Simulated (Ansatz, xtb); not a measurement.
# C2H7NSi: which of two isomers lies lower

We compare I, `C=C[SiH2]N`, a singlet, with II, `C=N[SiH2]C`, a singlet. Both are isolated molecules in the gas phase, relaxed with PBE0-D3(BJ)/def2-SVP; the shapes shown needn't be the lowest conformers.

I (Å):

```yaml
atoms:
  - { symbol: C, position_ang: [-0.6635, 1.0010, 1.6489] }
  - { symbol: C, position_ang: [-0.6656, -0.0921, 0.8773] }
  - { symbol: N, position_ang: [0.2688, 1.5631, -1.3517] }
  - { symbol: Si, position_ang: [0.0146, -0.0819, -0.8639] }
  - { symbol: H, position_ang: [-0.2466, 1.9461, 1.2822] }
  - { symbol: H, position_ang: [-1.0689, 1.0013, 2.6672] }
  - { symbol: H, position_ang: [-1.0923, -1.0197, 1.2822] }
  - { symbol: H, position_ang: [-0.9292, -0.8732, -1.7258] }
  - { symbol: H, position_ang: [1.3486, -0.7545, -0.9516] }
  - { symbol: H, position_ang: [-0.5285, 2.1723, -1.4993] }
  - { symbol: H, position_ang: [1.0033, 1.7691, -2.0187] }
```

II (Å):

```xyz
11

C    -0.6979    0.8203    2.3450
C    -0.8386    0.0417   -1.5285
N    -1.0265    0.0378    1.4124
Si    0.0122   -0.4260    0.0693
H     0.2976    1.3096    2.4379
H    -1.4148    1.0688    3.1512
H     1.3607    0.2352    0.1675
H     0.1954   -1.9055    0.1529
H    -0.2494   -0.2928   -2.3962
H    -1.8330   -0.4262   -1.5814
H    -0.9671    1.1326   -1.5991
```

Quicker runs give these differences E(II) − E(I): GFN2-xTB −4.7 kcal/mol; HF/STO-3G −8.5 kcal/mol (at GFN2-xTB geometries); r2SCAN-D4/def2-SVP +3.9 kcal/mol (at GFN2-xTB geometries).

Task: Estimate E(II) − E(I) at the level CCSD(T)/def2-SVP + ΔMP2/def2-TZVPP.

Result: Calculated at CCSD(T)/def2-SVP + ΔMP2/def2-TZVPP: E(II) − E(I) = +5.3 kcal/mol, so structure I lies lower.

How the difference moves with the method:

```
                             level              geometry  E(II) − E(I) (kcal/mol)  departure from the last row (kcal/mol)  job, with rough time for the two
                          GFN2-xTB              GFN2-xTB                      −4.7                                   −10.0              optimisation, 0.32 s
                         HF/STO-3G              GFN2-xTB                      −8.5                                   −13.9              single point, 0.42 s
                r2SCAN-D4/def2-SVP              GFN2-xTB                      +3.9                                    −1.4               single point, 2.9 s
              PBE0-D3(BJ)/def2-SVP  PBE0-D3(BJ)/def2-SVP                      +3.2                                    −2.2                optimisation, 54 s
                       HF/def2-SVP  PBE0-D3(BJ)/def2-SVP                      +3.4                                    −1.9           part of the CCSD(T) run
                      MP2/def2-SVP  PBE0-D3(BJ)/def2-SVP                      +2.7                                    −2.6           part of the CCSD(T) run
                  CCSD(T)/def2-SVP  PBE0-D3(BJ)/def2-SVP                      +2.5                                    −2.9                      single point
CCSD(T)/def2-SVP + ΔMP2/def2-TZVPP  PBE0-D3(BJ)/def2-SVP                      +5.3                                                        single point, 23 s
```

As drawn, II has 1 C=N, 2 C–H in place of 1 C=C, 2 N–H.

GFN2-xTB, HF/STO-3G put the two in the other order. The largest departure from CCSD(T)/def2-SVP + ΔMP2/def2-TZVPP is that of HF/STO-3G, 13.9 kcal/mol. The last row adds to CCSD(T) the change of the MP2 difference between the two basis sets, here +2.9 kcal/mol.

With harmonic frequencies from PBE0-D3(BJ)/def2-SVP (ideal gas, rigid rotor, one conformer each, 298.15 K, 1 atm): the zero-point term adds −0.8 kcal/mol; ΔH is +4.5 and ΔG +4.4 kcal/mol.

The correlated steps freeze 8 core orbitals. Programs: Ansatz 0.2.0, xtb 6.7.1; the last row on 2 threads of Intel(R) Xeon(R) Processor @ 2.70GHz on a shared host.

The vinylaminosilane I lies modestly below the N-silylimine II, and the thermal terms leave that order intact. Both isomers keep one Si–C and one Si–N bond, so the contest is between C=C with two N–H bonds and C=N with two C–H bonds. These sets nearly balance, as the stronger C–H bonds of II offset much of the cost of exchanging an alkene and an amine for an imine. The nearly planar amino group in I suggests that delocalisation of the nitrogen lone pair into Si-centred σ* orbitals gives it some further help.

The sign depends more on the basis than on correlation: HF, MP2 and CCSD(T) nearly agree in def2-SVP, whereas HF in the minimal basis reverses the order. A minimal set probably describes the polar N–H and Si–N bonds too rigidly, and the further shift towards I in the larger basis fits this view. The result supports a thermodynamic preference for I between these two structures, but says nothing about the barrier to their interconversion.
